The row at 21.383 Å³ per atom looks as if it had gone astray. Just before it, enlarging the cell lowered the pressure by 3.60 GPa; here the pressure falls by only 1.45 GPa, as though the metal had suddenly stopped resisting. The step in volume, however, has also shrunk, to little more than half of the one before. Much of the apparent break comes from the spacing of the rows.

Face-centred cubic titanium at several fixed volumes, computed with Quantum ESPRESSO 7.5 in the local density approximation (LDA), without spin polarisation. The runs use GBRV 1.5 ultrasoft pseudopotentials, a 16 × 16 × 16 k-point mesh, Methfessel-Paxton smearing of 0.1 eV and cutoffs of 612 eV (wavefunctions) and 4898 eV (density). Pressure is positive in compression.

```csv
volume (Å³/atom),shortest distance (Å),pressure (GPa)
15.408,2.793,5.240
16.608,2.864,-4.050
17.868,2.934,-11.010
19.191,3.005,-16.090
20.578,3.076,-19.690
21.383,3.116,-21.140
22.030,3.147,-22.080
```

Dividing each change in pressure by its change in volume removes the break. The slope goes from −2.60 to −1.80 GPa per Å³ at this row, which continues a decline that runs through the whole table. The total energies of the same runs support the row as well: between it and its predecessor they give a mean pressure of −20.4 GPa, the same as the average of the two tabulated values. The row is sound, and what needs explaining is why the curve flattens in every interval.

**From push to pull: the first two rows**

The smallest cell has a positive pressure, which means that the crystal pushes outward and must be held in. The next one has a negative pressure: it pulls inward and must be held open. The balance lies between them, near 16 Å³ per atom. That is the resting volume of this model crystal, not that of real titanium, which is ordinarily hexagonal. The local density approximation also usually makes 3d metals too compact.

The change of sign follows from what pressure is. With $E$ the energy per atom and $V$ the volume per atom, the pressure is

$$P=-\frac{dE}{dV}.$$

Where expansion lowers the energy, the crystal pushes; where expansion raises it, the crystal pulls. At the bottom of the energy curve the two tendencies cancel.

In the usual picture of a transition metal, these tendencies have different owners. The d electrons form bonds between neighbouring atoms and draw them together, while the more spread-out s and p electrons resist being squeezed. At the resting volume the push equals the pull. Because a small expansion leaves a net pull, the push must be the one that fades faster there. The calculation gives only the sum of the two, so this division is an argument from theory.

**What a perfect spring would do**

The simplest model treats the crystal as a spring whose stiffness never changes. Its energy is then a parabola in the volume, and since pressure is the negative slope of that parabola, pressure against volume is a straight line. The first interval sets the line's slope: $-9.29/1.200=-7.74$ GPa per Å³.

From the first row to the last, the volume grows by $22.030-15.408=6.622$ Å³ per atom. The spring would therefore end at

$$P=5.24-7.74\times 6.622\approx -46\ \text{GPa}.$$

The calculation gives −22.1 GPa, less than half that tension. The first two rows lie on the line by construction; every later row lies above it, by a growing margin. The spring gets the direction right, but it assumes that each further Å³ adds the same amount of pull, however far the bonds are already stretched.

**The pull grows, but ever more slowly: 16.608 to 20.578 Å³**

Over this stretch the tension rises from about 4 to about 20 GPa, yet each added Å³ contributes less than the one before. In the picture of push and pull, the push fades faster at first, and its loss is what lets the net pull grow so quickly at the start. As the push runs down, there is less of it left to lose. Meanwhile the bonds that do the pulling are weakening too, which takes back part of each gain in tension. This second loss also slows as the cell grows, but it is expected to slow less quickly than the first. The two therefore come ever closer to cancelling, and the curve flattens.

The electronic levels show the weakening of the d interaction. Neighbouring atoms split the d levels of a crystal into groups, and the splitting shrinks as their influence fades. At the centre of the Brillouin zone it falls from 1.72 eV in the cell of 16.608 Å³ to 1.19 eV in that of 21.383 Å³. This is a loss of 30%, while the distance between neighbours grows by only 9%.

A second point in the zone shows nearly the same loss, so the result does not hang on one choice of levels. The levels compared lie above the Fermi energy and are empty, but they are built from the same kind of orbitals as the filled d levels. Their shrinking separation shows that d orbitals on neighbouring atoms interact much less after a modest stretch. How many gigapascals of pull are lost in this way cannot be read from level splittings, and no separate pressure for the d electrons is available. The link from weaker splitting to a flatter pressure curve is therefore reasoned, not measured.

A hydrogen molecule drawn slowly apart behaves in a similar way. At its natural length there is no force; stretching brings a restoring force that grows, reaches a maximum and then dies away as the bond gives out. The likeness covers the shape of the curve only. In the metal each atom shares its electrons with twelve neighbours, and pressure is a force spread over an area that itself grows, so the position and height of the maximum do not carry over.

**Softening without release: the last two rows**

At the large end of the table the crystal has become soft. Its stiffness, meaning the change in pressure per relative change in volume, is about 124 GPa in the first interval and 32 GPa in the last. In practice this means that a bulk modulus taken near the resting volume and held constant greatly overstates the tension in a strongly expanded cell. Under strong compression, which the table does not reach, the same modulus is expected to understate the pressure, because the curve should steepen there.

Soft is not the same as broken. The pressure still falls between the last two rows, so the crystal pulls harder at the end than anywhere else in the table. The tension cannot go on rising for ever, because the energy must level off once the atoms are far apart, and a level energy means no pressure. Somewhere beyond 22.030 Å³ the curve must therefore turn back towards zero.

Where it turns, and at what tension, the table leaves open. Extending the last slopes would be a poor guide, since the slope itself keeps changing. The calculation also forces all electrons to pair their spins. Widely separated titanium atoms carry magnetic moments, and a moment that appeared in the stretched crystal would lower its energy and change its pull. Whether that happens already in the largest cells of the table, or only further out, would have to be settled by runs in which the spins are free.

Printed output of the fit:

```
Steps from the row before:
     row  volume step (Å³/atom)  pressure step (GPa)  slope (GPa per Å³)  stiffness -dP/dlnV (GPa)
  16.608                    1.2                -9.29              -7.742                     123.9
  17.868                   1.26                -6.96              -5.524                     95.18
  19.191                  1.323                -5.08               -3.84                     71.12
  20.578                  1.387                 -3.6              -2.596                     51.59
  21.383                  0.805                -1.45              -1.801                     37.79
   22.03                  0.647                -0.94              -1.453                     31.53
Energy against pressure:
     row  energy above lowest row (eV/atom)  mean pressure from energies (GPa)  mean of the two end pressures (GPa)
  15.408                            0.00273                                n/a                                  n/a
  16.608                                  0                             0.3645                                0.595
  17.868                            0.06061                             -7.707                                -7.53
  19.191                             0.1736                             -13.68                               -13.55
  20.578                             0.3292                             -17.98                               -17.89
  21.383                             0.4318                             -20.42                               -20.41
   22.03                             0.5191                             -21.62                               -21.61
Largest gap between the two mean pressures (GPa): 0.2305
Volume at zero pressure, straight-line interpolation (Å³/atom): 16.08
Shortest distance at that volume (Å): 2.833
Volume growth from first to last row (%): 42.98
Distance growth from first to last row (%): 12.67
Slope of first interval divided by slope of last: 5.329
Stiffness of first interval divided by stiffness of last: 3.928
Pressure at the largest cell if the first slope stayed (GPa): -46.03
Computed pressure less that straight line (GPa): 23.95
Splitting of d levels at the zone centre, cell 16.608 (eV): 1.718
Splitting of d levels at the zone centre, cell 21.383 (eV): 1.194
Loss of that splitting (%): 30.49
Loss of the splitting between two d pairs at a second k point (%): 30.68
Distance growth between these two cells (%): 8.799
```
